# Coleman's conditions, pure states and the valence shell of beryllium

The calculation in section 3 is wrong on purpose: it treats Coleman's conditions as sufficient for pure states. At each **Predict**, answer before reading on.

## 1. The theorem

Take $d$ orthonormal spin orbitals with fermion operators $a_i, a_i^\dagger$. An $N$-electron ensemble is $\hat\Gamma=\sum_k w_k|\Psi_k\rangle\langle\Psi_k|$ with $w_k\ge 0$, $\sum_k w_k=1$ and normalised antisymmetric $\Psi_k$. Its one-body density matrix is $\gamma_{ij}=\mathrm{Tr}(\hat\Gamma a_j^\dagger a_i)$. The eigenvectors of $\gamma$ are the natural spin orbitals, its eigenvalues $f_i$ the occupations.

**Theorem (Coleman, 1963).** A Hermitian $\gamma$ comes from some $N$-fermion ensemble if and only if $0\le f_i\le 1$ and $\sum_i f_i=N$. The extreme points of this convex set are the rank-$N$ projectors, which are the density matrices of single Slater determinants.

*Necessity.* For a natural spin orbital, $\hat n_i=a_i^\dagger a_i$ obeys $\hat n_i^2=\hat n_i$, so its mean lies in $[0,1]$, and $\sum_i\hat n_i=N$.

**Predict.** The allowed vectors $(f_1,\dots,f_d)$ form a polytope. What are its corners?

*Sufficiency.* Because $N$ is an integer, a point with one fractional entry has a second. Shifting these two by $\pm\epsilon$ and $\mp\epsilon$ shows the point to be the midpoint of two allowed points. So the corners are the vectors $e_I$ with $N$ ones and $d-N$ zeros, and every allowed $f$ equals $\sum_I w_I e_I$ with convex weights. Let $\Phi_I$ be the determinant of the natural spin orbitals in $I$. Its density matrix is diagonal with entries $e_I$, so $\hat\Gamma=\sum_I w_I|\Phi_I\rangle\langle\Phi_I|$ yields $\gamma$.

*Extreme points.* A $\gamma$ with fractional occupations has just been written as a proper mixture. If a rank-$N$ projector is $P=\lambda\gamma_1+(1-\lambda)\gamma_2$ with $0<\lambda<1$, then $N=\mathrm{tr}\,P^2$ and $\mathrm{tr}\,P\gamma_k\le N$ force $\mathrm{tr}\,P\gamma_k=N$. Each $\gamma_k$ then lives in the $N$-dimensional range of $P$ with trace $N$ and eigenvalues at most one, so $\gamma_k=P$.

The proof builds a mixture, never a single wave function. The distinction matters for the constrained search. With $\hat W$ the electron repulsion, the pure-state functional of Levy (1979) is $W_p[\gamma]=\min_{\Psi\to\gamma}\langle\Psi|\hat W|\Psi\rangle$, and the ensemble functional of Valone (1980) is $W_e[\gamma]=\min_{\hat\Gamma\to\gamma}\mathrm{Tr}(\hat\Gamma\hat W)$. The theorem gives the domain of $W_e$.

## 2. A model of the Be valence shell

Freeze the $1s^2$ core. An occupation of exactly one means that every state in the ensemble contains that spin orbital, so what remains is a two-electron problem. The valence space is $2s$ and the real orbitals $2p_x,2p_y,2p_z$, eight spin orbitals in all.

All four orbitals share the nodeless radial function $R(r)\propto r\,e^{-\zeta r}$. Slater's screening rules give the approximate effective charge $4-2(0.85)-0.35=1.95$, so $\zeta a_0=0.975$ and $\zeta=1.842\times10^{10}\ \mathrm{m^{-1}}$, with $a_0$ the Bohr radius. With $\rho(r)=r^2R^2$ normalised to one and $r_<,r_>$ the smaller and larger of $r_1,r_2$,

$$F^k=\frac{e^2}{4\pi\varepsilon_0}\iint \rho(r_1)\rho(r_2)\,\frac{r_<^k}{r_>^{k+1}}\,dr_1dr_2 .$$

In the unit $e^2\zeta/4\pi\varepsilon_0=4.251$ aJ ($1\ \mathrm{aJ}=10^{-18}$ J) the integrals are $93/256$, $185/768$ and $45/256$, so $F^0=1.544$ aJ, $F^1=1.024$ aJ and $F^2=0.747$ aJ. With $(ij|kl)$ the Coulomb energy of the distributions $\phi_i\phi_j$ and $\phi_k\phi_l$, and $m\ne n$ labelling $p$ orbitals, the angular integrals give

$$(ss|ss)=(ss|mm)=F^0,\qquad (sm|sm)=K=\tfrac13F^1=0.341\ \mathrm{aJ},$$
$$(mm|mm)=F^0+\tfrac{4}{25}F^2,\qquad (mm|nn)=F^0-\tfrac{2}{25}F^2,\qquad (mn|mn)=\tfrac{3}{25}F^2 .$$

The one-electron energies $h_s,h_p$ include the field of the core. Their gap is a given input, the approximate value $\Delta=h_p-h_s=0.64$ aJ. These numbers define the model Hamiltonian $\hat H$, and every error below is a departure from its exact solution. Energies are counted from that of the $2s^2$ determinant, $2h_s+F^0$, and unrounded values are carried through.

**Full CI.** The determinant $2s^2$ couples only to the $^1S$ state $\tfrac{1}{\sqrt3}\sum_m|m\uparrow m\downarrow|$. That state lies at $D=2\Delta+\tfrac{4}{25}F^2+\tfrac{6}{25}F^2=2\Delta+\tfrac25F^2=1.579$ aJ, and the coupling is $V=\sqrt3K=0.591$ aJ. Then

$$E_0=\tfrac D2-\sqrt{\tfrac{D^2}{4}+V^2}=-0.197\ \mathrm{aJ},\qquad x_0=\tfrac12\Big(1-\frac{D/2}{\sqrt{D^2/4+V^2}}\Big)=0.0998 ,$$

where $x_0$ is the weight of $2p^2$. The occupations are $0.900$ for each $2s$ and $0.0333$ for each $2p$ spin orbital. The next level is the $2s2p$ triplet at $\Delta-K=0.299$ aJ, which is $0.496$ aJ higher. The ground state is a non-degenerate singlet.

**The question.** Consider spherical matrices, diagonal in these spin orbitals, with $f_{s\uparrow}=1-a$, $f_{m\uparrow}=a/3$, $f_{s\downarrow}=1-b$, $f_{m\downarrow}=b/3$. Put $a=x-t$ and $b=x+t$ with $0\le t\le x$, and call the matrix $\gamma(x,t)$. The charge density depends on $x$ alone, while $t$ moves up spin into $2s$ and down spin into $2p$ at $N_\uparrow=N_\downarrow=1$. What energy $\mathrm{tr}\,h\gamma+W[\gamma]$ belongs to $\gamma(x_0,t)$?

## 3. The attempt (wrong)

**Line 1.** All eight occupations lie in $[0,1]$ and add up to 2.

**Line 2.** Therefore a two-electron wave function $\Psi\to\gamma(x,t)$ exists, and the pure-state search may be used.

**Line 3.** A two-electron wave function is a sum of pair determinants of its natural spin orbitals (Löwdin and Shull treated this form in 1956). Pair the two spins of each orbital, $\Psi=\sum_i c_i|i\uparrow i\downarrow|$. The total occupation of spatial orbital $i$ is $2c_i^2$, so $c_s^2=(2-a-b)/2=1-x$ and $c_m^2=(a+b)/6=x/3$.

**Line 4.** Since $\langle i\uparrow i\downarrow|\hat W|j\uparrow j\downarrow\rangle=(ij|ij)>0$, take $c_s>0$ and $c_m<0$:

$$W=\sum_{ij}c_ic_j(ij|ij)=F^0+\tfrac25F^2x-2V\sqrt{x(1-x)} .$$

**Line 5.** The one-body part is $2h_s+\Delta(a+b)=2h_s+2x\Delta$, so

$$E_{\rm att}(x,t)=\mathcal E(x)\equiv Dx-2V\sqrt{x(1-x)} .$$

**Predict.** Where does $t$ appear, and what is the minimum over $x$?

It appears nowhere. $\mathcal E(x)$ is the expectation value of the $2\times2$ CI matrix, so its minimum is $E_0$ at $x_0$.

**Wrong answer.** Every $\gamma(x_0,t)$ has the energy $-0.197$ aJ and the repulsion $1.220$ aJ, so Be can separate $b-a=2x_0=0.200$ of an electron spin between $2s$ and $2p$ at no cost.

## 4. The symptom

**Predict.** If a normalised $\Psi$ has $\langle\hat H\rangle=E_0$ and the ground state is non-degenerate, what is $\Psi$?

It is the ground state, a singlet with $a=b$. A family of states at $E_0$ with differing spin densities contradicts the gap of $0.496$ aJ.

The contradiction sharpens in a formal spin-dependent potential of the kind used in collinear spin-density functional theory, $\hat v=\delta(\hat n_{p\uparrow}-\hat n_{p\downarrow})$, with $\hat n_{p\sigma}$ summed over the three $p$ orbitals. It adds $\mathrm{tr}\,v\gamma=-2t\delta$. The attempt runs to $t=x$ for any $\delta>0$, however small. For $\delta=0.050$ aJ it gains $2x_0\delta=0.010$ aJ at $x=x_0$ and reaches $-0.207$ aJ; relaxing $x$ could only lower this.

In full CI, $\hat v$ gives zero on $|s\uparrow s\downarrow|$ and on every $|m\uparrow n\downarrow|$, so the singlet stays an eigenstate at $E_0$. The first level to reach it is $|s\downarrow m\downarrow|$ at $\Delta-K-\delta$, which needs $\delta=0.496$ aJ. The exact energy at $\delta=0.050$ aJ is still $-0.197$ aJ with $t=0$. A constrained search cannot return less than the lowest eigenvalue, since each candidate is an expectation value of $\hat H+\hat v$. The attempt does, so its number is no expectation value for the $\gamma$ it names.

## 5. The faulty line

**Predict.** Compute the spin-resolved occupations of the $\Psi$ in Line 3.

The spin orbitals $i\uparrow$ and $i\downarrow$ occur only in the determinant with amplitude $c_i$, so both have occupation $c_i^2$. This $\Psi$ yields $\gamma(x,0)$. Line 3 fixed the weights by the sums $f_{i\uparrow}+f_{i\downarrow}$ and, trusting Line 2, never tested the differences. No other choice of $\Psi$ would have passed that test, because Line 2 is false.

**Pairing theorem for $N=2$.** Write $|\Psi\rangle=\tfrac12\sum_{ij}A_{ij}a_i^\dagger a_j^\dagger|0\rangle$ with $A^T=-A$. Then $a_i|\Psi\rangle=\sum_kA_{ik}a_k^\dagger|0\rangle$, so $\gamma_{ij}=\sum_kA_{ik}A_{jk}^*$, that is $\gamma=AA^\dagger$. Antisymmetry gives $A^\dagger=-A^*$ and hence $A^\dagger A=\gamma^*$. Let $\gamma u=fu$ with $f>0$ and $u^\dagger u=1$, and define $Tu=Au^*/\sqrt f$.

- $\gamma\,Tu=A\gamma^*u^*/\sqrt f=f\,Tu$: the same eigenvalue.
- $(Tu)^\dagger Tu=u^T\gamma^*u^*/f=1$, and $T$ is antiunitary on the eigenspace.
- $u^\dagger Tu=u^{*T}Au^*/\sqrt f=0$, by antisymmetry.
- $T^2u=AA^*u/f=-u$.

The plane spanned by $u$ and $Tu$ is invariant under $T$, and so is its orthogonal complement within the eigenspace. Removing planes one at a time exhausts the eigenspace, whose dimension is therefore even. **Every nonzero occupation of a pure two-electron state has even multiplicity.** With trace 2 this is also sufficient: $\Psi=\sum_k\sqrt{f_k}\,|\phi_k\phi_k'|$ over the pairs has the required diagonal, and no off-diagonal elements because two such determinants differ in two spin orbitals.

For $0<t\le x_0$ the largest occupation of $\gamma(x_0,t)$, $1-a$, occurs once. No pure state yields this matrix, whatever mixture of spin projections it holds, and the search defining $W_p$ runs over an empty set. At $t=x_0$ the spectrum is $1$, $0.800$, three times $0.0665$ and three zeros. A pure state containing $s\uparrow$ with certainty is a single determinant $|s\uparrow\phi|$, with occupations $1,1$ and zeros.

For larger $N$ the extra conditions take other forms. Three fermions in six spin orbitals, with $f_1\ge\dots\ge f_6$, obey $f_1+f_6=f_2+f_5=f_3+f_4=1$ and $f_4\le f_5+f_6$, conditions stated by Borland and Dennis in 1972.

## 6. The mended calculation

One repair keeps pure states and restricts the family to $t=0$. Lines 3 to 5 then hold, $\hat v$ contributes nothing, and the minimum is the full-CI value $E_0$. The other keeps all $t$ and evaluates $E_e(t)=2x_0\Delta+W_e[\gamma(x_0,t)]-F^0$.

**Predict.** Write the determinant ensemble of the sufficiency proof. Is it the minimiser?

One choice has weight $1-a-b$ on $|s\uparrow s\downarrow|$, $a/3$ on each $|m\uparrow s\downarrow|$ and $b/3$ on each $|s\uparrow m\downarrow|$. Each determinant has repulsion $F^0$, so the energy is $2x_0\Delta=0.128$ aJ for all $t$. At $t=0$ this lies far above $E_0$: the ensemble proves representability but is only one candidate in the search.

**The end point $t=x_0$, exactly.** Here $f_{s\uparrow}=1$, so every member of any ensemble is a determinant $|s\uparrow\phi_k|$, and $f_{m\uparrow}=0$ makes each $\phi_k$ spin-down. Its repulsion is $\langle\phi_k|\hat J_s|\phi_k\rangle$, with $\hat J_s$ the Coulomb potential of the $2s$ charge. The weighted sum is $\mathrm{tr}\,J_s\gamma_\downarrow=(1-b)F^0+bF^0=F^0$ for every ensemble. Hence $W_e=1.544$ aJ and $E_e(x_0)=0.128$ aJ. The coupling $V$ acts only between states holding $2s^2$ and $2p^2$, and with no up electron in $2p$ it is lost.

**A lower bound for all $t$.** For any one-body $\hat v$ and any ensemble yielding $\gamma$, $\mathrm{Tr}\,\hat\Gamma\hat H\ge E_0[v]-\mathrm{tr}\,v\gamma$, with $E_0[v]$ the lowest eigenvalue of $\hat H+\hat v$. Choose $\hat v=\delta(\hat n_{p\uparrow}-\hat n_{p\downarrow})-\tfrac\delta2(\hat N_\uparrow-\hat N_\downarrow)$. The second term has zero trace with $\gamma(x_0,t)$ and cancels the shifts of $|s\uparrow m\uparrow|$ and $|s\downarrow m\downarrow|$, which stay at $\Delta-K$. In the pair $|s\uparrow m\downarrow|$, $|m\uparrow s\downarrow|$ the matrix is

$$\begin{pmatrix}\Delta-\delta&K\\K&\Delta+\delta\end{pmatrix},$$

with lower root $\Delta-\sqrt{K^2+\delta^2}$. With $A_0=\Delta-E_0=0.837$ aJ, this root reaches $E_0$ at

$$\delta_c=\sqrt{A_0^2-K^2}=0.764\ \mathrm{aJ}.$$

The only other level that moves down, $|m\downarrow n\downarrow|$ at $2\Delta-\tfrac15F^2-\delta$, is then still at $0.367$ aJ. So $E_0[v]=E_0$ up to $\delta_c$, and

$$E_e(t)\ge E_0+2\delta_c\,t .$$

**Predict.** Is the slope $2\delta_c$ reached as $t\to0$?

Mix the pair state of Line 3, with $2p^2$ weight $x'$ and ensemble weight $1-w$, with the states $\cos\varphi|s\uparrow m\downarrow|-\sin\varphi|m\uparrow s\downarrow|$, each of weight $w/3$. All have diagonal $\gamma$. The constraints are $2x'(1-w)+w=2x_0$ and $w\cos2\varphi=2t$. Then $x'-x_0$ is of order $w$, which costs only order $w^2$ because $\mathcal E$ is stationary at $x_0$. The energy is $E_0+2t\,(A_0-K\sin2\varphi)/\cos2\varphi+O(t^2)$. Its minimum lies at $\sin2\varphi=K/A_0=0.408$ and equals $E_0+2\delta_c\,t$. The bounds meet: $E_e$ leaves $E_0$ with the finite slope $2\delta_c=1.528$ aJ, where the attempt has slope zero. A potential of the two-term form with $\delta<\delta_c$ leaves $t=0$ as the minimum of $E_e(t)-2t\delta$, as full CI requires.

**An upper bound in between.** With $\varphi=0$ the same ensemble has $w=b-a$, total $2p^2$ weight $a$ and $2s^2$ weight $1-b$, so

$$E_e(t)\le 2x_0\Delta+\tfrac25F^2a-2V\sqrt{a(1-b)} ,$$

which is exact at both ends.

## 7. The size of the error

| $t$ | $E_{\rm att}$ / aJ | $E_e$ / aJ | $E_e-E_{\rm att}$ / aJ |
|---|---|---|---|
| $0$ | $-0.197$ | $-0.197$ | $0$ |
| $x_0/2$ | $-0.197$ | between $-0.121$ and $-0.101$ | between $0.076$ and $0.096$ |
| $x_0$ | $-0.197$ | $0.128$ | $0.325$ |

At the end point the error has the closed form

$$E_e-E_{\rm att}=2V\sqrt{x_0(1-x_0)}-\tfrac25F^2x_0=0.354-0.030\approx0.325\ \mathrm{aJ},$$

where the last figure comes from the unrounded terms. This is 195 kJ/mol, 21 % of the true repulsion $W_e$, and 1.6 times the whole near-degeneracy lowering $|E_0|$. The attempt credits the matrix with the $2s^2$–$2p^2$ coupling of a different matrix, $\gamma(x_0,0)$. The error exceeds $|E_0|$ because $\gamma(x_0,x_0)$ pays the promotion energy $2x_0\Delta$ and receives no coupling in return.

The third figure belongs to the model only. Repeating the calculation with $\Delta=0.55$ aJ and $0.73$ aJ gives end-point errors of $0.35$ aJ and $0.30$ aJ, so the input gap supports about $0.3$ aJ. For small $x_0$ one has $x_0\approx V^2/D^2$ and the leading coupling term is $2V^2/D$, which vanishes as the gap grows: the near degeneracy of $2s$ and $2p$ is what makes the slip expensive.